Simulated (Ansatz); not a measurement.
## PbSe: energy above lowest point against volume scale

Results calculated with Ansatz 0.2.0, not measured. Free energy against uniform scaling of the volume at fixed shape and fractions; periodic cell, basis, potentials, k mesh and filling as listed.

The cell before it is scaled or strained (space group Fm-3m, No. 225):
```
cell vectors (Å)
   0.0000     3.0606     3.0606
   3.0606     0.0000     3.0606
   3.0606     3.0606     0.0000
atoms (fractions of the cell vectors)
Pb  0.00000  0.00000  0.00000
Se  0.50000  0.50000  0.50000
```

Settings of every row: functional PBE; dispersion none; potentials PAW; wave cutoff 510 eV; density cutoff 2040 eV; k mesh 6x6x6; k shift 0x0x0; occupations fixed; smearing width 0 eV; spin none.

Limits: coarse k mesh, up to 40 meV an atom off; no spin-orbit coupling, which can matter with elements this heavy.

| row | volume scale | V (Å³/atom) | energy above lowest point (meV/atom) |
| --- | --- | --- | --- |
| 1 | 0.92 | 26.376 | 81 |
| 2 | 0.9467 | 27.141 | 48.2 |
| 3 | 0.9733 | 27.904 | ? |
| 4 | 1 | 28.669 | 9.5 |
| 5 | 1.0267 | 29.435 | 1.6 |
| 6 | 1.0533 | 30.198 | 0 |
| 7 | 1.08 | 30.963 | 3.9 |

Question: what energy above lowest point should row 3 give?

Worked fit of energy above lowest point. Take u = (V_r/V)^(2/3) − 1 with V_r = 29.052 Å³ an atom, which is twice the finite (Eulerian) strain; such expansions in the strain, on which the Birch-Murnaghan equation of state is built, carry the rest volume and the bulk modulus. The shown rows have u = 0.06654, 0.04641, 0.00889, -0.00869, -0.02546, -0.04158. Least squares give energy above lowest point = 4.71 + 452.5 × u + 10430 × u² meV/atom; a straight line predicts inner rows, each left out in turn, worse (root mean square 12 against 0.071 meV/atom). The rows lie off it by 0.0, 0.0, -0.1, 0.0, 0.0, 0.0. Its lowest point lies at u = -0.0217, or V = 30.02 Å³ an atom, and the curvature there gives the bulk modulus at fixed shape and fractions, B = (4/9)(1 + u)² E″(u)/V = 47.4 GPa. The withheld row has u = 0.02724, so the fit gives 4.71 + 452.5 × (0.02724) + 10430 × (0.02724)² = 24.8 meV/atom.

The calculation gave 24.7 meV/atom. The fit lies 0.1 meV/atom (0.12 % of the column's range) above it, one unit of the last digit.
